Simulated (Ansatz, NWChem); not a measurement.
## How basis sets differ on GeH3F (fluorogermane)

The species is GeH3F (5 atoms), meant as a singlet with charge 0. As SMILES, `[F][GeH3]`. Geometry: relaxed at PBE0-D4/def2-TZVP.

Each level gives the electronic atomisation energy (eV). The values are calculated. Electronic energies at fixed atoms, without zero-point motion or spin-orbit coupling.

```csv
level,kind,program,value (eV),CPU time (all runs)
B3LYP/aug-cc-pVDZ,global hybrid,NWChem,14.06,53 s
B3LYP/STO-3G,global hybrid,Ansatz,19.18,5.5 s
B3LYP/6-31G* (spherical functions),global hybrid,NWChem,14.09,13 s
B3LYP/6-31G* (Cartesian functions),global hybrid,NWChem,14.09,16 s
B3LYP/cc-pVDZ,global hybrid,NWChem,14.00,37 s
B3LYP/cc-pVTZ,global hybrid,NWChem,14.32,2 min
```

All-electron rows without a relativistic Hamiltonian named are non-relativistic. The values span 14.00 to 19.18 eV. Spin contamination of the reference (⟨S²⟩ at least 0.1 too high) touches B3LYP/STO-3G. Without the sets that lack polarisation functions the rows with a basis span only 14.00 to 14.32 eV. CPU times are rough (shared hosts, several kinds of processor): they show what a rung costs within a factor of a few.

Among the polarised sets, the clearest change comes from going from double to triple zeta: the atomisation energy rises from 14.00 eV with cc-pVDZ to 14.32 eV with cc-pVTZ. Bonding distorts the density far more than anything in the free atoms, above all in the strongly polar Ge–F bond, where fluorine draws charge from germanium. Extra radial flexibility and higher angular functions therefore stabilise the molecule more than its fragments.

Diffuse functions alone recover only a small part of this rise, as 14.06 eV with aug-cc-pVDZ shows, which suggests that valence flexibility and polarisation matter more than the outer tail of the fluorine density. The Cartesian and spherical forms of 6-31G* agree because the extra s-like components lower molecule and atoms almost equally.

The much larger STO-3G value is probably an artefact of poorly described free atoms, whose fixed minimal functions cannot adapt, while in the molecule each centre borrows functions from its neighbours. With a single triple-zeta result, the basis-set limit remains open.
